# Antiparticles, the charge operator, and the electrons and holes of neutral graphene

A neutral sheet of graphene at room temperature carries no net charge, and yet it contains mobile carriers of both signs. I want to count them. The count needs two operators, the energy $H$ and the charge $Q$ of a quantised Dirac field, so it is a good occasion to see where these come from. I guess the number first, derive it next, and then take the discrepancy apart.

## The estimate by hand

Near the Dirac points the bands are cones, $E=\pm\hbar v|\mathbf k|$. There are four of them, two valleys times two spins. I take $v\approx1.0\times10^{6}$ m/s as a typical input and $T=300$ K. In round numbers $\hbar v\approx0.66$ eV nm and $k_BT\approx26$ meV, which makes a thermal length $\ell=\hbar v/k_BT\approx25$ nm and $\ell^{-2}\approx1.6\times10^{11}$ cm$^{-2}$.

At zero temperature the lower cones are full and the upper ones empty. Heat lifts electrons by about $k_BT$, so they should fill the disc $|\mathbf k|<1/\ell$. That disc holds $4\pi\ell^{-2}/(2\pi)^2=\ell^{-2}/\pi$ states per area. A state at the Fermi level is occupied half the time, so

$$n_{\rm hand}\approx\frac{\ell^{-2}}{2\pi}\approx2.5\times10^{10}\ {\rm cm^{-2}}.$$

Each lifted electron leaves a vacancy behind, so there are as many holes, and the net charge is zero.

**Question.** *You have an infinitely deep filled cone. Why does it not swamp both the energy and the charge?*

That is what the careful calculation has to settle. It helps to begin with a field where no filled sea can exist.

## The careful calculation

For the vacuum fields I set $\hbar=c=1$, use the metric $(+,-,-,-)$, so that $px=p^0t-\mathbf p\cdot\mathbf x$, and quantise in a box of volume $V$. The operator $Q$ counts particle number. For electrons the electric charge is $-eQ$ with $e>0$.

### Complex scalar

Take $\mathcal L=\partial_\mu\phi^\dagger\partial^\mu\phi-m^2\phi^\dagger\phi$. The field equation has solutions of both signs of frequency, with $\omega=\sqrt{\mathbf p^2+m^2}$. Since $\phi\neq\phi^\dagger$, the two sets of coefficients are independent:

$$\phi=\sum_{\mathbf p}\frac{1}{\sqrt{2\omega V}}\left(a_{\mathbf p}e^{-ipx}+b^\dagger_{\mathbf p}e^{ipx}\right).$$

The canonical commutators, with $\pi=\dot\phi^\dagger$, are equivalent to $[a_{\mathbf p},a^\dagger_{\mathbf p'}]=[b_{\mathbf p},b^\dagger_{\mathbf p'}]=\delta_{\mathbf{pp'}}$ with all others zero. Insert the expansion into $H=\int(\dot\phi^\dagger\dot\phi+\nabla\phi^\dagger\!\cdot\!\nabla\phi+m^2\phi^\dagger\phi)\,d^3x$. The diagonal terms carry $(\omega^2+\mathbf p^2+m^2)/2\omega=\omega$. The cross terms $b_{-\mathbf p}a_{\mathbf p}$ and their adjoints carry $-\omega^2+\mathbf p^2+m^2=0$. The phase symmetry $\phi\to e^{-i\theta}\phi$ gives the conserved charge $Q=i\int(\phi^\dagger\dot\phi-\dot\phi^\dagger\phi)\,d^3x$. It is linear in the frequency, so it keeps the sign of the frequency, and its cross terms cancel between the two products. Hence

$$H=\sum_{\mathbf p}\omega\,(a^\dagger a+bb^\dagger)=\sum_{\mathbf p}\omega\,(N_a+N_b+1),\qquad Q=\sum_{\mathbf p}(a^\dagger a-bb^\dagger).$$

Normal ordering, which moves creation operators to the left, removes the constants. It leaves $H=\sum\omega(N_a+N_b)$ above a positive zero-point energy $\sum\omega$, and $Q=N_a-N_b$, where $N_a$ and $N_b$ now denote totals. The $b$ quanta have the same mass, positive energy and opposite charge. They are the antiparticles.

### Dirac field

Here $H=\int\psi^\dagger h\,\psi\,d^3x$ and $Q=\int\psi^\dagger\psi\,d^3x$, with $h(\mathbf p)=\boldsymbol\alpha\cdot\mathbf p+\beta m$. Since $h^2=E^2=\mathbf p^2+m^2$ and ${\rm tr}\,h=0$, the $4\times4$ matrix has eigenvalues $+E$ and $-E$, each twice. By custom $b$ now labels the particle and $d$ the antiparticle:

$$\psi=\frac1{\sqrt V}\sum_{\mathbf p,s}\left(b_{\mathbf ps}u_s(\mathbf p)e^{-ipx}+d^\dagger_{\mathbf ps}v_s(\mathbf p)e^{ipx}\right).$$

The spinors obey $h(\mathbf p)u(\mathbf p)=Eu(\mathbf p)$ and $h(-\mathbf p)v(\mathbf p)=-Ev(\mathbf p)$, with $u^\dagger u=v^\dagger v=1$. The pair $u(\mathbf p)$, $v(-\mathbf p)$ belongs to different eigenvalues of one Hermitian matrix, so it is orthogonal and the cross terms vanish. Before any algebra is chosen,

$$H=\sum_{\mathbf p,s}E\,(b^\dagger b-dd^\dagger),\qquad Q=\sum_{\mathbf p,s}(b^\dagger b+dd^\dagger).$$

The relative signs are the reverse of the scalar case, because $H$ is now linear in the frequency and $Q$ does not contain it.

Try commutators, $[\psi_\alpha(\mathbf x),\psi^\dagger_\beta(\mathbf y)]=\delta_{\alpha\beta}\delta(\mathbf x-\mathbf y)$. This forces $[b,b^\dagger]=1$ and $[d^\dagger,d]=1$. There are two ways to build states. If $d^\dagger$ annihilates the vacuum, then $dd^\dagger$ is a number operator with eigenvalues $0,1,2,\dots$, and $-E\,dd^\dagger$ is unbounded below even for one mode. If instead $d|0\rangle=0$, then $[H,d^\dagger]=+Ed^\dagger$ and the energies are positive, but $\langle0|dd^\dagger|0\rangle=\langle0|d^\dagger d-1|0\rangle=-1$ is a negative norm. Flipping the sign by hand to $[d,d^\dagger]=1$ spoils the local commutator and gives $E(N_b-N_d-1)$, which is unbounded again.

With anticommutators, $\{b,b^\dagger\}=\{d,d^\dagger\}=1$, we have $dd^\dagger=1-d^\dagger d$, all norms are positive, each $N$ is 0 or 1, and

$$H=\sum_{\mathbf p,s}E\,(N_b+N_d)-2\sum_{\mathbf p}E .$$

The factor 2 counts the spin states. The vacuum energy is negative. It is the energy of all negative-energy modes filled.

**Question.** *The same step gives $Q=N_b-N_d+\sum1$. Is dropping the constant more than a convenience?*

It need not be dropped by decree. The classical expression does not fix the operator order, so choose the antisymmetrised current

$$j^\mu=\tfrac12[\bar\psi,\gamma^\mu\psi]\equiv\tfrac12\left(\bar\psi_\alpha\gamma^\mu_{\alpha\beta}\psi_\beta-\gamma^\mu_{\alpha\beta}\psi_\beta\bar\psi_\alpha\right),\qquad\bar\psi=\psi^\dagger\gamma^0,\quad\gamma^0=\beta,\quad\gamma^0\gamma^i=\alpha^i.$$

Reordering a bilinear with anticommutators produces only a c-number, so $j^\mu$ differs from the normal-ordered current by its vacuum value. In the first product only $dd^\dagger$ survives in the vacuum, and in the second only $bb^\dagger$:

$$\langle0|j^\mu|0\rangle=\frac1{2V}\sum_{\mathbf p,s}\left(\bar v\gamma^\mu v-\bar u\gamma^\mu u\right).$$

The spin sums are traces of $\gamma^0\gamma^\mu$ with the projectors $\tfrac12[1+h(\mathbf p)/E]$ for $u$ and $\tfrac12[1-h(-\mathbf p)/E]$ for $v$. Both give $2p^\mu/E$, so the vacuum value cancels momentum by momentum. For the free field $j^\mu={:}\bar\psi\gamma^\mu\psi{:}$. For the charge, each $b$ mode contributes $N_b-\tfrac12$, each $d$ mode $\tfrac12-N_d$, and

$$Q=N_b-N_d .$$

### Graphene

I now restore $\hbar$. Each valley $\tau=\pm1$ and each spin has a two-component field on the two sublattices, with $h=\hbar v(\tau\sigma_xk_x+\sigma_yk_y)$ and $\mathbf k$ counted from the valley point. The operator $b^\dagger_{\mathbf k}$ adds a conduction electron. The operator $d^\dagger_{\mathbf k}$ is the annihilator of the valence electron at $-\mathbf k$, which is to say it creates a hole. Each of the four flavours has one $b$ and one $d$ per $\mathbf k$, so $H=\sum\hbar vk\,(N_b+N_d)$ above a vacuum energy $-4\sum_{\mathbf k}\hbar vk$.

On the lattice the antisymmetrised density has a plain meaning. For each $\pi$ spin-orbital $\tfrac12[c^\dagger,c]=n-\tfrac12$, so each carbon contributes its $\pi$ electron count minus one. The subtraction is the charge of the ion core, and $Q=0$ is neutral graphene. That answers the first question for the charge.

**Question.** *And is the vacuum energy finite there?*

Yes. In the nearest-neighbour model with hopping $t$ the bands are $\pm t|f|$, where $f=1+e^{i\theta_1}+e^{i\theta_2}$ and the two phases run uniformly over the Brillouin zone. The vacuum energy is literally $-2\sum_{\mathbf k}t|f|$, with 2 for spin. With two atoms per cell this is $-t\langle|f|\rangle=-1.575\,t$ per atom. Cones cut off so as to hold the same number of states end at $E_c=(\sqrt3\pi)^{1/2}t$ and give $-\tfrac23E_c=-1.555\,t$. The quantity is set at the cut-off scale. In a rigid lattice it does not depend on temperature and drops out of the carrier count.

Now the thermal state $e^{-(H-\mu Q)/k_BT}$. Because $Q=N_b-N_d$, the $b$ modes see $E-\mu$ and the $d$ modes $E+\mu$, so neutrality means $\mu=0$. With $N=0,1$ both have occupation $f=1/(e^x+1)$, where $x=E/k_BT=k\ell$. Then

$$n_e=n_h=4\int\frac{d^2k}{(2\pi)^2}f=\frac{2}{\pi\ell^2}I,\qquad I=\int_0^\infty\frac{x\,dx}{e^x+1}=1-\frac14+\frac19-\dots=\frac{\pi^2}{12}.$$

The series follows from expanding $f$ in powers of $e^{-x}$. So $I=0.822$ and $n_e=\tfrac\pi6\ell^{-2}$. Unrounded, $\hbar v=0.658$ eV nm, $k_BT=25.85$ meV, $\ell=25.5$ nm and $\ell^{-2}=1.54\times10^{11}$ cm$^{-2}$. The free-cone model gives

$$n_e=n_h=8.1\times10^{10}\ {\rm cm^{-2}}.$$

**Question.** *If $\langle Q\rangle=0$, does the minus sign in $Q$ do anything observable?*

It fixes $\mu=0$ and makes the carriers cancel in the mean. In the variance they add. For independent modes in a sheet of area $A$, $\langle Q^2\rangle=\sum f(1-f)$ over $b$ and $d$. Since $f(1-f)=-df/dx$, partial integration gives $\int xf(1-f)\,dx=\int f\,dx=\ln2$, and $\langle Q^2\rangle/A=(4\ln2/\pi)\ell^{-2}$. The grand-canonical identity $\partial\langle Q\rangle/\partial\mu=\langle Q^2\rangle/k_BT$ at $\langle Q\rangle=0$ turns this into the quantum capacitance per area, $C_Q=4\ln2\,e^2k_BT/(\pi\hbar^2v^2)$. The model's value is $0.84\ \mu$F cm$^{-2}$.

## Why the two differ

The careful value is 3.2 times the estimate. Both have the form $(2/\pi\ell^2)I$, and the estimate amounts to $I_{\rm hand}=\int_0^1\tfrac12x\,dx=\tfrac14$. The ratio of integrals is therefore $\pi^2/3=3.29$. Rounding $\ell$ down to 25 nm inflated the estimate slightly and supplies a factor 0.96. The rest splits into two opposing pieces.

First, the occupation is one half only at the Dirac point itself, where the density of states vanishes. Inside the disc the true integral is $\int_0^1xf\,dx=0.171$ instead of $\tfrac14$, a factor 0.68. On this count the estimate was too generous.

Second, the cut at $k_BT$ discards the tail, $\int_1^\infty xf\,dx=0.652$. The density of states grows linearly with energy and holds off the exponential for a while. The integrand $xf$ peaks at $x=1.28$, outside the disc. The mean carrier energy is $\tfrac32\zeta(3)/I=2.19$ in units of $k_BT$, or 57 meV. Only 21 per cent of the carriers lie below $k_BT$, so restoring the tail multiplies the count by 4.82. The product of the two factors is $\pi^2/3$. The estimate had the right scaling, $n\propto(T/v)^2$. It missed the prefactor because the carriers sit near $2k_BT$ and the number of states in two dimensions goes as the square of the energy.

**Question.** *How much of the number is due to anticommutators?*

The leading term of the series, $I=1$, is Boltzmann statistics. The alternating terms are the exclusion principle and lower it by 18 per cent. Four massless complex scalars with $\omega=vk$ have the same mode count, with Bose occupation. All signs in the series become positive, and $I=\pi^2/6=1.645$, exactly twice the Dirac value. The variance is more telling. For bosons it involves $\int xe^x(e^x-1)^{-2}dx$, whose integrand behaves as $1/x$ at small $x$, so the charge susceptibility of the massless scalar diverges logarithmically in two dimensions. The finite $\ln2$ belongs to fermions.

**Question.** *Can the antisymmetrised and the normal-ordered charge ever disagree?*

They can once the modes stop pairing. In a perpendicular magnetic field $B$ each flavour has $eB/2\pi\hbar$ zero-energy modes per area. Calling them $b$ or $d$ is arbitrary, so normal ordering is ambiguous. The antisymmetrised operator is not, and it assigns $\pm\tfrac12$ to a filled or empty mode. With four flavours, the filled and empty zeroth Landau level sit at filling factor $\nu=\pm2$, and neutrality at half filling.

**Question.** *How far does the free cone describe a real sheet?*

Band curvature is harmless. With $t$ typically about 3 eV, its effect on the density of states is of relative order $(57\ {\rm meV}/t)^2\approx4\times10^{-4}$. The Coulomb interaction is not harmless. Its coupling is $\alpha_g=e^2/(4\pi\varepsilon_0\varepsilon\hbar v)=2.19/\varepsilon$, where $\varepsilon$ is the dielectric constant of the surroundings. The first-order exchange self-energy makes the velocity run, $\delta v/v=(\alpha_g/4)\ln(E_0/E)$. I chose $v$ as typical of supported graphene doped to about $10^{12}$ cm$^{-2}$, where $E_0=\hbar v\sqrt{\pi n}=117$ meV. Running down to 57 meV gives a logarithm of 0.72. For $\varepsilon\approx4$, typical of boron nitride surroundings, $\delta v/v\approx0.10$ and $n\propto v^{-2}$ falls by a factor 0.83. For a suspended sheet, $\varepsilon=1$, the same formula gives $\delta v/v\approx0.39$ and a factor of about 0.5, and first order is then only indicative.

So $8.1\times10^{10}$ cm$^{-2}$ is the number of the free-cone model. A clean encapsulated sheet should lie somewhat below it and a suspended one lower by something like half. On silicon dioxide, disorder typically leaves electron and hole puddles of order $10^{11}$ cm$^{-2}$ or more, which raise the carrier density at neutrality above the model's value by a comparable amount or more. None of this touches $Q=N_b-N_d$. The Coulomb interaction can create electron–hole pairs and change $N_b+N_d$, but it commutes with $Q$.